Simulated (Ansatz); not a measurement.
## A series in volume scale on PW

Results calculated with Ansatz 0.2.0, not measured. Free energy against uniform scaling of the volume at fixed shape and fractions; periodic cell, basis, potentials, k mesh and filling as listed.

The cell before it is scaled or strained (space group Pnma, No. 62):
```
cell vectors (Å)
   5.7170     0.0000     0.0000
   0.0000     3.2380     0.0000
   0.0000     0.0000     6.2190
atoms (fractions of the cell vectors)
P   0.80000  0.75000  0.62000
P   0.20000  0.25000  0.38000
P   0.70000  0.25000  0.12000
P   0.30000  0.75000  0.88000
W   0.00000  0.75000  0.17500
W   0.00000  0.25000  0.82500
W   0.50000  0.25000  0.67500
W   0.50000  0.75000  0.32500
```

Settings of every row: functional PBEsol; dispersion none; potentials PAW; wave cutoff 571.44 eV; density cutoff 2285.8 eV; k mesh 5x8x5; k shift 0x0x0; occupations fermi dirac; smearing width 0.1 eV; spin none.

Limits: coarse k mesh, up to 40 meV an atom off; no spin-orbit coupling, which can matter with elements this heavy.

```
row  volume scale  V (Å³/atom)  energy above lowest point (meV/atom)
  1           0.9       12.951                                 343.2
  2         0.925       13.311                                   233
  3          0.95       13.671                                     ?
  4         0.975       14.031                                  84.1
  5             1        14.39                                  39.8
  6         1.025        14.75                                  12.4
  7          1.05        15.11                                     0
  8         1.075        15.47                                   0.7
  9           1.1        15.83                                    13
```

Question: what energy above lowest point should row 3 give?

Worked fit of energy above lowest point. Take u = (V_r/V)^(2/3) − 1 with V_r = 14.57 Å³ an atom, which is twice the finite (Eulerian) strain; such expansions in the strain, on which the Birch-Murnaghan equation of state is built, carry the rest volume and the bulk modulus. The shown rows have u = 0.08169, 0.0621, 0.02545, 0.00832, -0.00815, -0.02397, -0.03917, -0.05379. Least squares give energy above lowest point = 24.16 + 1659.6 × u + 27201 × u² + 3608 × u³ meV/atom; a parabola predicts inner rows, each left out in turn, worse (root mean square 0.26 against 0.057 meV/atom). The rows lie off it by 0.0, 0.0, 0.0, -0.1, 0.0, 0.0, 0.0, 0.0. Its lowest point lies at u = -0.0307, or V = 15.27 Å³ an atom, and the curvature there gives the bulk modulus at fixed shape and fractions, B = (4/9)(1 + u)² E″(u)/V = 235 GPa. Letting shape and atoms relax would as a rule lower it, by much in layered, chain or molecular crystals. The withheld row has u = 0.04337, so the fit gives 24.16 + 1659.6 × (0.04337) + 27201 × (0.04337)² + 3608 × (0.04337)³ = 147.6 meV/atom.

The calculation gave 147.6 meV/atom. The fit meets it to the printed digit.
